**Estimating $\alpha$, $C_6$ and $C_9$ of argon cations by hand**

The static dipole polarisability $\alpha$ is the dipole induced per unit of a weak uniform field, $\mu = \alpha F$, in bohr³. Here it comes from linear response of the spherical, spin-polarised LDA atom. The uncoupled value $\alpha_0$ lets each orbital respond to the applied field alone. The coupled value $\alpha$ also includes the Hartree and exchange-correlation potentials of the induced density, and the last column is $\alpha/\alpha_0$. The same response at imaginary frequency $iu$ gives the dispersion coefficients of two and of three like ions,

$$C_6=\frac{3}{\pi}\int_0^\infty \alpha(iu)^2\,du,\qquad C_9=\frac{3}{\pi}\int_0^\infty \alpha(iu)^3\,du,$$

in hartree bohr⁶ and hartree bohr⁹. $C_6$ is only the dispersion part of the force between two cations: Coulomb repulsion and charge-induced polarisation have longer range. Below, $Z$ is the nuclear charge, $q$ the ionic charge, $N$ the number of electrons and $N_v=N-10=8-q$ the number in the 3s and 3p shells.

Argon cations in the ground configurations listed by NIST, computed with radks 1 (radial solver with Libxc): non-relativistic, spin-polarised all-electron LDA (Slater exchange, VWN5 correlation), spherical densities, open shells at highest spin. Linear response from Sternheimer equations, with the Hartree and adiabatic LDA kernel except in the uncoupled column.

| species | Z | charge (e) | electrons | configuration | dipole polarisability (bohr³) | uncoupled dipole polarisability (bohr³) | C6 (a.u.) | C9 (triple dipole) (a.u.) | coupled / uncoupled |
| --- | --- | --- | --- | --- | --- | --- | --- | --- | --- |
| Ar+ | 18 | 1 | 17 | [Ne] 3s2 3p5 | 7.095 | 11.11 | 32.07 | 167.2 | 0.639 |
| Ar3+ | 18 | 3 | 15 | [Ne] 3s2 3p3 | 3.589 | 5.946 | 9.717 | 25.46 | 0.604 |
| Ar4+ | 18 | 4 | 14 | [Ne] 3s2 3p2 | 2.834 | 4.775 | 5.961 | 12.25 | 0.594 |
| Ar5+ | 18 | 5 | 13 | [Ne] 3s2 3p1 | 2.327 | 3.942 | 3.775 | 6.352 | 0.590 |
| Ar6+ | 18 | 6 | 12 | [Ne] 3s2 | 1.996 | 3.317 | 2.487 | 3.608 | 0.602 |

**The rule**

1. $\alpha \approx 14.1/(q+1)$ bohr³.
2. $C_6 \approx \tfrac34\sqrt{0.70\,N_v}\;\alpha^{3/2}$.
3. $C_9 \approx \tfrac34\,\alpha\,C_6$.

Step 1 is empirical. The product $\alpha(q+1)$ lies between 13.96 and 14.36 in the five rows, and its geometric mean, 14.13, was rounded to 14.1. A straight line through $\ln\alpha$ against $\ln(q+1)$, all rows, has slope $-1.014$, so freeing the exponent gains little. Steps 2 and 3 have a derivation. All errors below are relative to the calculated values of the table, whose last digit is worth at most 0.04 % in $\alpha$, $C_6$ and $C_9$.

**The charge on a spring**

The simpler system behind steps 2 and 3 is the Drude oscillator: $f$ electrons tied to the nucleus by a spring of frequency $\omega$. In atomic units its response is

$$\alpha(iu)=\frac{f}{\omega^2+u^2}=\frac{\alpha}{1+u^2/\omega^2},\qquad \alpha=\frac{f}{\omega^2}.$$

With $x=u/\omega$ the integrals of $(1+x^2)^{-2}$ and $(1+x^2)^{-3}$ are $\pi/4$ and $3\pi/16$. Hence $C_6=\tfrac34\omega\alpha^2$, the London formula, and $C_9=\tfrac{9}{16}\omega\alpha^3=\tfrac34\alpha C_6$, which is step 3 and has no parameter. Eliminating $\omega=\sqrt{f/\alpha}$ gives the Slater-Kirkwood form $C_6=\tfrac34\sqrt f\,\alpha^{3/2}$.

The analogy holds for integrals of a smooth, falling $\alpha(iu)$, which care little where individual lines lie. It stops there. A real ion has many excitation energies, so $\omega$ is a weighted mean and not a spectral line, and $f$ need not be an integer. The spring also says nothing about how $\omega$ depends on charge, which is why step 1 cannot be derived from it.

The table fixes both spring constants row by row, through $\omega=4C_6/(3\alpha^2)$ and $f=\alpha\omega^2$. The ratio $k=f/N_v$ runs from 0.670 (Ar5+) to 0.731 (Ar+), with geometric mean 0.702 over the five rows. Counting every M-shell electron in full, $k=1$, overestimates $C_6$ by 17 to 22 %. The direction is the expected one, although the sum rule fixes only the total strength of all $N$ electrons and not that of the $N_v$ outer ones: a transition of strength $f_n$ and energy $\omega_n$ adds $f_n/\omega_n^2$ to $\alpha$, so strength that lies far up in the continuum counts in the sum rule but hardly in $\alpha$ or $C_6$. The same weighting is the reason for leaving out the ten core electrons. The value 0.70 itself is fitted.

Step 3 is too high in every row, by 2.1 to 3.7 %. A spread of frequencies accounts for the sign. Let a small fraction $\epsilon$ of $\alpha$ belong to a much stiffer second spring, whose response is flat over the range where the first one decays. To first order the $C_6$ integral becomes $\tfrac{\pi}{4}(1+2\epsilon)$ and the $C_9$ integral $\tfrac{3\pi}{16}(1+\epsilon)$, so $C_9/(\tfrac34\alpha C_6)\approx 1-\epsilon$. This is an argument for one limiting shape of spectrum and not a measurement of $\epsilon$. Because step 3 holds so closely, the $C_9$ column is hardly independent evidence for anything else on this page.

**Two rows worked**

Ar3+ (half-filled 3p, ⁴S) and Ar6+ (3s², ¹S) are the rows for which a spherical density is the proper one. Both were among the five rows that set 14.1 and 0.70.

For Ar3+, $q=3$ and $N_v=5$. Step 1 gives $\alpha=14.1/4=3.525$ against 3.589, low by 1.8 %. Then $\alpha^{3/2}=6.618$, $f=0.70\times5=3.50$ and $\sqrt f=1.871$, so $C_6=0.75\times1.871\times6.618=9.29$ against 9.717, low by 4.4 %. Step 3 gives $C_9=0.75\times3.525\times9.29=24.6$ against 25.46, low by 3.6 %.

For Ar6+, $q=6$ and $N_v=2$. Here $\alpha=14.1/7=2.014$ against 1.996. With $\alpha^{3/2}=2.859$ and $\sqrt{1.40}=1.183$, $C_6=2.54$ against 2.487, and $C_9=3.83$ against 3.608. The errors are $+0.9$, $+2.0$ and $+6.2$ %.

**Accuracy over the table**

Step 1 has an rms error of 1.1 % and is worst at Ar3+. When each row is predicted from a constant fitted to the other four, the worst error becomes 2.0 %, and $k$ moves only between 0.695 and 0.710. This shows that no single row carries the fit; it says nothing about other elements. Step 2 fed with the table's own $\alpha$ is good to 2.2 %.

In the chain from $q$ alone, errors compound with the powers: $C_6\propto\alpha^{3/2}$ and $C_9\propto\alpha^{5/2}$. The worst case is $C_9$ of Ar5+, where all three steps err upward: $2.5\times1.0+2.2+3.7\approx8.4$, close to the actual 8.6 %. At Ar3+ step 3 partly cancels the first two. The rms errors of the chain are 3.1 % for $C_6$ and 5.2 % for $C_9$, on quantities that fall by factors of 12.9 and 46.3 along the series.

**Why the fall is so slow**

The charge $q+1$ is what a distant electron sees, but that does not explain step 1. A hydrogen-like electron has $r^2\propto Z^{-2}$ and excitation energies $\propto Z^2$, so its polarisability, a squared dipole matrix element over an energy, goes as $Z^{-4}$. The screened version is $\alpha=c\,N_v/Z_{\rm eff}^4$, with Slater's $Z_{\rm eff}=18-2-8(0.85)-0.35(N_v-1)$, which runs from 7.10 to 8.85. It predicts a fall by a factor 8.4 from Ar+ to Ar6+, whereas the table falls by 3.55. With $c$ set by the geometric mean over all rows, the errors run from $+36$ % to $-43$ %.

The spring constants show which ingredient fails. From Ar+ to Ar6+ the values of $\omega$ are 0.849, 1.006, 0.990, 0.930 and 0.832 hartree. The spring stiffens at first and then softens, although the ion holds its electrons ever more tightly. The step from Ar+ to Ar3+ removes two 3p↓ electrons; over it $f$ drops from 5.12 to 3.63, a factor 1.41, and $\omega^2$ rises by 1.40, which together halve $\alpha$. From Ar3+ to Ar6+, one 3p↑ electron at a time, $f$ drops by $3.63/1.38=2.63$ but $\omega^2$ drops too, by 1.46, and $\alpha$ falls by only 1.80. Between the end rows $\omega$ is nearly the same, and the overall factor 3.55 is close to the ratio of electron counts, $7/2$.

The standard cause of such softening is the excitation within the shell. When 3p is full, 3s→3p is Pauli-blocked, and the field must mix in 3d, 4s and the continuum. Each 3p hole opens part of the 3s→3p channel, and the holes number 1, 3, 4, 5 and 6. The channel widens from Ar+ to Ar3+ too, yet $\omega$ rises there, so on this reading the stiffening of the other excitations must outweigh it in that step; no output separates the two. In a bare Coulomb field 3s and 3p are degenerate; the splitting comes from electron repulsion, which scales as $1/r$, so it grows only as the first power of the charge. The contribution of this channel therefore goes as $Z^{-2}/Z=Z^{-3}$ per hole. The same argument covers 3p→3d, which also stays within $n=3$, is the main channel while 3p is well filled, and has the larger gap in these ions. Emptying 3p thus moves the response from the harder in-shell channel to the softer one, and neither gap grows as $Z^2$.

The orbital data of the Ar3+ and Ar4+ runs fit this picture, for that one step. The 3p↑ mean radius shrinks by 4.2 % and the level deepens by 15.3 eV, yet the 3s↓–3p↓ gap moves only from 15.1 to 15.6 eV. That gap is about 0.55 hartree, roughly half of $\omega$. It is a Kohn-Sham level difference and not a line. With 3p empty the coupling pushes the 3s→3p excitation up; in Ar3+ and Ar4+ it mixes 3s→3p with 3p→3d, which leaves a weak line near the gap and gathers most of the strength in a higher one. The comparison gives an ordering and no more.

Adding the two contributions, $\alpha=c\,N_v/Z_{\rm eff}^4+d\,h/Z_{\rm eff}^3$ with $h$ the number of holes, and fitting $c$ and $d$ by least squares on relative error over all rows, cuts the rms error from 30 % to 6 %, worst $-9$ % at Ar+. The improvement is in line with the mechanism but does not prove it, since a second term that grows along the series was bound to help, and $c$ and $d$ trade against each other. The fitted terms should not be read as the two channels: in Ar6+, which has no 3p electron, nearly all of $\alpha$ comes from 3s→3p, yet the first term still supplies 0.72 bohr³, over a third, and that term also gives the in-shell 3p→3d excitation an out-of-shell power. The formula with two constants remains less accurate than step 1 with one. The reading that follows is that $1/(q+1)$ is a compensation: loss of electrons and contraction lower $\alpha$, the opening channel holds it up, and over $q=1$ to 6 the sum happens to resemble a hyperbola. The local exponents, between $-0.98$ and $-1.08$, scatter by much more than the last digit, as a compensation would.

**If the uncoupled value is at hand**

The induced density sets up a Hartree field that opposes the applied one, while the attractive exchange-correlation kernel gives some of it back, and the net effect is $\alpha/\alpha_0<1$ in all rows. The mean ratio is 0.606, and $\alpha\approx0.60\,\alpha_0$ is good to 1.6 % for Ar3+ to Ar6+ but 6.0 % low for Ar+. The ratio falls to 0.590 at Ar5+ and turns up to 0.602 at Ar6+, a change well above the last digit; the change of shell and spin state is a possible cause, offered as a guess. The column also shows how accidental step 1 is at its low end. The product $\alpha_0(q+1)$ is 22.2 for Ar+ and 23.2 to 23.9 for the others, and the higher ratio of Ar+, 0.639, brings its coupled product back into line.

**Range**

For Ar2+ the rule gives $14.1/3=4.70$ bohr³. This is an untested interpolation. The mechanism gives no reason for a break at 3p⁴, but the rule is low at both neighbours, and $\alpha(q+1)$, which rises from Ar+ to Ar3+ and then falls, may peak in the gap, so 4.70 is probably low, possibly by more than in any tabulated row. Like Ar+, Ar4+ and Ar5+, the ion has a P ground term. For those three rows the calculation spreads the open-shell electrons evenly over the 3p orbitals, so the number is an isotropic one: a real ion has different polarisabilities along and across its orbital axis, and spin-orbit coupling, absent here, decides how they show up in each level.

Toward the neutral atom the rule gives 14 bohr³, against a measured value of roughly 11 (rough and recalled). The soft channel is shut completely at $q=0$, but with one hole it is already a small part of $\alpha$ at Ar+, so its closing explains only some of the miss. LDA, whose potential decays too fast, tends to make neutral atoms too polarisable, an error that shrinks with charge; the 1 to 2 % above is therefore agreement with LDA and not with nature.

At the other end, Ar6+ is Mg-like, where 3s²–3p² mixing matters and a single Kohn-Sham configuration does not treat it explicitly. For Ar7+ step 1 gives 1.76, which with $f=0.70$ would need $\omega=\sqrt{0.70/1.76}=0.63$ hartree. No more holes can open beyond six while the number of 3s electrons halves, so 1.76 is probably too high. At $q=8$ the rule breaks outright: step 1 gives 1.57, step 2 gives zero, and the Ne-like ion responds only through its tight L shell, with $\alpha$ below 0.1 bohr³ (rough and recalled).

The constant 14.1 belongs to $Z=18$. Along an isoelectronic series the electron and hole counts are frozen, nothing compensates the contraction, and the scaling argument points to a fall of roughly $Z_{\rm eff}^{-3}$ for an empty 3p shell. For a nearly full one the fall is steeper at low charge, near $Z_{\rm eff}^{-4}$, and should flatten toward $Z_{\rm eff}^{-3}$ at high charge, since 3p→3d is an in-shell excitation too. Steps 2 and 3 rest on the spring and should travel better, though $k$ has been fitted on one shell of one element.

In practice: use a known $\alpha$ whenever there is one and apply only steps 2 and 3, which here cost at most 2.2 % and 3.7 % each; use $14.1/(q+1)$ only for argon with $q$ from 1 to 6. For the five tabulated ions it costs up to 2 % on $\alpha$, 5 % on $C_6$ and 9 % on $C_9$ relative to this level of theory; for Ar2+, which was not fitted, allow more.
